**Shell-counting rule for second-order correlation energies of bromine ions**

The table holds all-electron second-order correlation energies of nine closed-shell Br ions with 2 to 30 electrons, computed on the Dirac-Hartree-Fock state with the no-pair Dirac-Coulomb Hamiltonian, partial waves to l = 7 and an extrapolated tail. The program tests a four-constant rule that counts K, L and outer electrons and adds a term for the empty fraction of 2p, with constants read from four rows, against a constant energy per electron and a power law in N. The rule gives the other five rows with a mean absolute error of 1.5 % (worst Br21+, 3.2 %), while the constant and the power law miss Br33+ by 125 % and 49 %. A hydrogenic estimate and pair energies of the same runs show that the fitted 2p term is not itself a pair energy. The last partial-wave increments fall faster than the assumed law, so the tail is uncertain: somewhat too large if they are converged in the basis, which the jump in the last wave of Br33+ puts in doubt.

Second-order correlation energies of closed-shell bromine ions from B-spline many-body code 1: all-electron perturbation theory on the Dirac-Hartree-Fock ground state, no-pair Dirac-Coulomb, nuclear rms radius 4.1629 fm. Summed values include partial waves up to l = 7; the extrapolated energy, also used per electron, adds a tail with increments falling as (l+1/2)^-4.

## Script

```python
# Table: all-electron second-order (MBPT2) correlation energy of closed-shell Br ions on the
# Dirac-Hartree-Fock state, no-pair Dirac-Coulomb, B-spline many-body code, l <= 7 plus tail.
# Tested: a shell-counting rule with a 2s2->2p2 term, against a constant per electron and a power law.
T = {
    'ion': ['Br5+', 'Br7+', 'Br17+', 'Br21+', 'Br23+', 'Br25+', 'Br29+', 'Br31+', 'Br33+'],
    'Z': [35, 35, 35, 35, 35, 35, 35, 35, 35],
    'charge': [5, 7, 17, 21, 23, 25, 29, 31, 33],  # e
    'N': [30, 28, 18, 14, 12, 10, 6, 4, 2],
    'configuration': ['[Ar] 3d10 4s2', '[Ar] 3d10', '[Ne] 3s2 3p6', '[Ne] 3s2 (3p1/2)2', '[Ne] 3s2', '[He] 2s2 2p6', '[He] 2s2 (2p1/2)2', '[He] 2s2', '1s2'],
    'second_order_energy_extrapolated': [-1.674, -1.551, -0.9271, -0.688, -0.5549, -0.4159, -0.3089, -0.2539, -0.04581],  # hartree
    'second_order_energy_summed': [-1.64, -1.518, -0.9181, -0.683, -0.551, -0.4124, -0.3081, -0.2537, -0.04574],  # hartree
    'direct_part': [-2.298, -2.13, -1.366, -1.04, -0.8667, -0.631, -0.4648, -0.4968, -0.09137],  # hartree
    'exchange_part': [0.6577, 0.6125, 0.4477, 0.357, 0.3157, 0.2186, 0.1568, 0.2431, 0.04564],  # hartree
    'per_electron': [-1.5186, -1.507, -1.4015, -1.3373, -1.2583, -1.1317, -1.4011, -1.7274, -0.62331],  # eV
}
import numpy as np
from scipy.constants import physical_constants as pc
from scipy.special import zeta
Ha = pc['Hartree energy in eV'][0]
o = np.argsort(T['N'])
g = lambda k: np.array(T[k], float)[o]
ion = [T['ion'][i] for i in o]
ix = {s: i for i, s in enumerate(ion)}
N, Z = g('N'), g('Z')[0]
E, S = g('second_order_energy_extrapolated'), g('second_order_energy_summed')
D, X, pe = g('direct_part'), g('exchange_part'), g('per_electron')
h = np.where((N >= 4) & (N < 10), (10 - N) / 6, 0.0)  # empty fraction of 2p above a filled 2s
A = np.c_[np.minimum(N, 2), np.clip(N - 2, 0, 8), np.clip(N - 10, 0, None), h]
anc = [ix[s] for s in ('Br33+', 'Br25+', 'Br7+', 'Br31+')]
p0 = np.linalg.solve(A[anc], -E[anc])
p = np.round(p0, 3)
R = -A @ p
print('rule -E2 = a1 nK + a2 nL + a3 (N-10) + c h, constants from rows marked *')
print('a1 a2 a3 c unrounded (hartree): %.4f %.4f %.4f %.4f' % tuple(p0))
print('a1 a2 a3 c rounded (hartree): %.3f %.3f %.3f %.3f; in eV: %.2f %.2f %.2f %.2f' % (*p, *(p * Ha)))
med = np.median(pe)
b, a = np.polyfit(np.log(N), np.log(-E), 1)
C, P = med / Ha * N, -np.exp(a) * N**b
print('constant: %.2f eV per electron (median); power law: -E2 = %.4f N^%.2f hartree' % (med, np.exp(a), b))
err = lambda M: 100 * (M / E - 1)
print('ion N E2 rule rule-E2 (hartree) | error % of size: rule, constant, power law')
for i, s in enumerate(ion):
    print('%-6s%s %2d %.4f %.3f %+.4f | %+.1f %+.1f %+.1f' % (s, '*' if i in anc else ' ', N[i], E[i], R[i], R[i] - E[i], err(R)[i], err(C)[i], err(P)[i]))
for nm, M in (('rule', R), ('constant', C), ('power law', P)):
    e = np.abs(err(M))
    print('%s: mean abs error %.1f %%, worst %s %.1f %%' % (nm, e.mean(), ion[e.argmax()], e.max()))
pr = [i for i in range(len(N)) if i not in anc]
print('rule on the 5 predicted rows: mean abs error %.1f %%; table rounding at most %.2f %%' % (np.abs(err(R))[pr].mean(), 100 * 0.0005 / -E[ix['Br7+']]))
for s in ('Br29+', 'Br17+'):
    print('worked %s: terms %.3f %.3f %.3f %.3f, sum %.3f, table %.4f hartree' % (s, *(A[ix[s]] * p), -R[ix[s]], -E[ix[s]]))
inc = -np.diff(E) / np.diff(N)
print('gain per added electron (hartree): ' + ' '.join('%d-%d:%.3f' % (N[i], N[i + 1], inc[i]) for i in range(len(inc))))
print('exchange/direct: ' + ' '.join('%s:%.3f' % (s, X[i] / D[i]) for i, s in enumerate(ion)))
print('tail % of E2: ' + ' '.join('%s:%.1f' % (s, 100 * (1 - S[i] / E[i])) for i, s in enumerate(ion)))
i5, i7 = ix['Br5+'], ix['Br7+']
print('Br5+ minus Br7+ per electron %.3f eV; tail per electron %.3f, %.3f eV' % (pe[i5] - pe[i7], (E - S)[i5] * Ha / N[i5], (E - S)[i7] * Ha / N[i7]))
# exact hydrogenic integrals in units of Z hartree; gap of 2p (empty) and 2s orbital energies in 1s2 2s2
K = 15 / 512
gap = (2 * 59 / 243 - 112 / 6561 + 2 * 83 / 512 - K) - (2 * 17 / 81 - 16 / 729 + 77 / 512)
nd = -3 * K**2 / (2 * gap)
print('hydrogenic 2s2->2p2: K %.4f Z, gap %.3f Z, E %.4f Z = %.2f; times 4/6 = %.2f hartree' % (K, gap, nd, nd * Z, nd * Z * 4 / 6))
# pair energies and last two wave increments (l = 6, 7): further outputs of the same runs, hartree
ds, dp = -0.108751 + 0.011719, -0.0672609 + 0.0235719
print('Br29+ minus Br23+ pairs: 2s-2s %.3f, 2p1/2-2p1/2 %.3f, sum %.3f; rule c h %.3f hartree' % (ds, dp, ds + dp, -p[3] * 4 / 6))
sh = {'2p-2p Br23+': (0.105554 + 0.0988933 + 0.0235719, 15), '2p3/2-2p Br17+': (0.091706 + 0.087662, 14),
      '3p-3p Br17+': (0.139717 + 0.135867 + 0.0352205, 15), '3d-3d Br5+': (0.229234 + 0.159574 + 0.0683569, 45)}
for k, (v, n) in sh.items():
    print('%s: sum %.3f hartree over %d electron pairs, %.4f each' % (k, -v, n, -v / n))
print('1s-1s pair Br17+ / Br33+ = %.2f' % (0.0349408 / 0.0457363))
w = {'Br33+': (7.47027e-05, 3.7302e-05), 'Br29+': (0.000811073, 0.000427604), 'Br23+': (0.00372884, 0.00193625),
     'Br17+': (0.0084242, 0.00436483), 'Br5+': (0.0326846, 0.0166342)}
fac = lambda q: 7.5**q * zeta(q, 8.5)
print('law (l+1/2)^-4: ratio l=7/l=6 %.3f, tail = %.2f x last increment' % ((6.5 / 7.5)**4, fac(4)))
for s, (u, v) in w.items():
    q = np.log(u / v) / np.log(7.5 / 6.5)
    print('%s ratio %.3f, local power %.2f, tail law %.5f, tail local power %.5f hartree' % (s, v / u, q, -v * fac(4), -v * fac(q)))
assert np.all(np.diff(E) < 0) and np.all(np.abs(D + X - S) < 1e-3)
assert abs(X[0] / D[0] + 0.5) < 0.01
assert np.all((inc[N[:-1] >= 10] > 0.055) & (inc[N[:-1] >= 10] < 0.075))
assert ion[int(np.argmin(pe))] == 'Br31+'
```

Printed output:

```
rule -E2 = a1 nK + a2 nL + a3 (N-10) + c h, constants from rows marked *
a1 a2 a3 c unrounded (hartree): 0.0229 0.0463 0.0631 0.1156
a1 a2 a3 c rounded (hartree): 0.023 0.046 0.063 0.116; in eV: 0.63 1.25 1.71 3.16
constant: -1.40 eV per electron (median); power law: -E2 = 0.0299 N^1.20 hartree
ion N E2 rule rule-E2 (hartree) | error % of size: rule, constant, power law
Br33+ *  2 -0.0458 -0.046 -0.0002 | +0.4 +124.8 +49.3
Br31+ *  4 -0.2539 -0.254 -0.0001 | +0.0 -18.9 -38.3
Br29+    6 -0.3089 -0.307 +0.0016 | -0.5 +0.0 -17.7
Br25+ * 10 -0.4159 -0.414 +0.0019 | -0.5 +23.8 +12.6
Br23+   12 -0.5549 -0.540 +0.0149 | -2.7 +11.3 +4.9
Br21+   14 -0.6880 -0.666 +0.0220 | -3.2 +4.8 +1.8
Br17+   18 -0.9271 -0.918 +0.0091 | -1.0 -0.0 +2.0
Br7+  * 28 -1.5510 -1.548 +0.0030 | -0.2 -7.0 +3.4
Br5+    30 -1.6740 -1.674 +0.0000 | +0.0 -7.7 +4.0
rule: mean abs error 0.9 %, worst Br21+ 3.2 %
constant: mean abs error 22.0 %, worst Br33+ 124.8 %
power law: mean abs error 14.9 %, worst Br33+ 49.3 %
rule on the 5 predicted rows: mean abs error 1.5 %; table rounding at most 0.03 %
worked Br29+: terms 0.046 0.184 0.000 0.077, sum 0.307, table 0.3089 hartree
worked Br17+: terms 0.046 0.368 0.504 0.000, sum 0.918, table 0.9271 hartree
gain per added electron (hartree): 2-4:0.104 4-6:0.027 6-10:0.027 10-12:0.069 12-14:0.067 14-18:0.060 18-28:0.062 28-30:0.061
exchange/direct: Br33+:-0.500 Br31+:-0.489 Br29+:-0.337 Br25+:-0.346 Br23+:-0.364 Br21+:-0.343 Br17+:-0.328 Br7+:-0.288 Br5+:-0.286
tail % of E2: Br33+:0.2 Br31+:0.1 Br29+:0.3 Br25+:0.8 Br23+:0.7 Br21+:0.7 Br17+:1.0 Br7+:2.1 Br5+:2.0
Br5+ minus Br7+ per electron -0.012 eV; tail per electron -0.031, -0.032 eV
hydrogenic 2s2->2p2: K 0.0293 Z, gap 0.215 Z, E -0.0060 Z = -0.21; times 4/6 = -0.14 hartree
Br29+ minus Br23+ pairs: 2s-2s -0.097, 2p1/2-2p1/2 -0.044, sum -0.141; rule c h -0.077 hartree
2p-2p Br23+: sum -0.228 hartree over 15 electron pairs, -0.0152 each
2p3/2-2p Br17+: sum -0.179 hartree over 14 electron pairs, -0.0128 each
3p-3p Br17+: sum -0.311 hartree over 15 electron pairs, -0.0207 each
3d-3d Br5+: sum -0.457 hartree over 45 electron pairs, -0.0102 each
1s-1s pair Br17+ / Br33+ = 0.76
law (l+1/2)^-4: ratio l=7/l=6 0.564, tail = 2.04 x last increment
Br33+ ratio 0.499, local power 4.85, tail law -0.00008, tail local power -0.00006 hartree
Br29+ ratio 0.527, local power 4.47, tail law -0.00087, tail local power -0.00073 hartree
Br23+ ratio 0.519, local power 4.58, tail law -0.00396, tail local power -0.00319 hartree
Br17+ ratio 0.518, local power 4.59, tail law -0.00892, tail local power -0.00714 hartree
Br5+ ratio 0.509, local power 4.72, tail law -0.03400, tail local power -0.02608 hartree
```
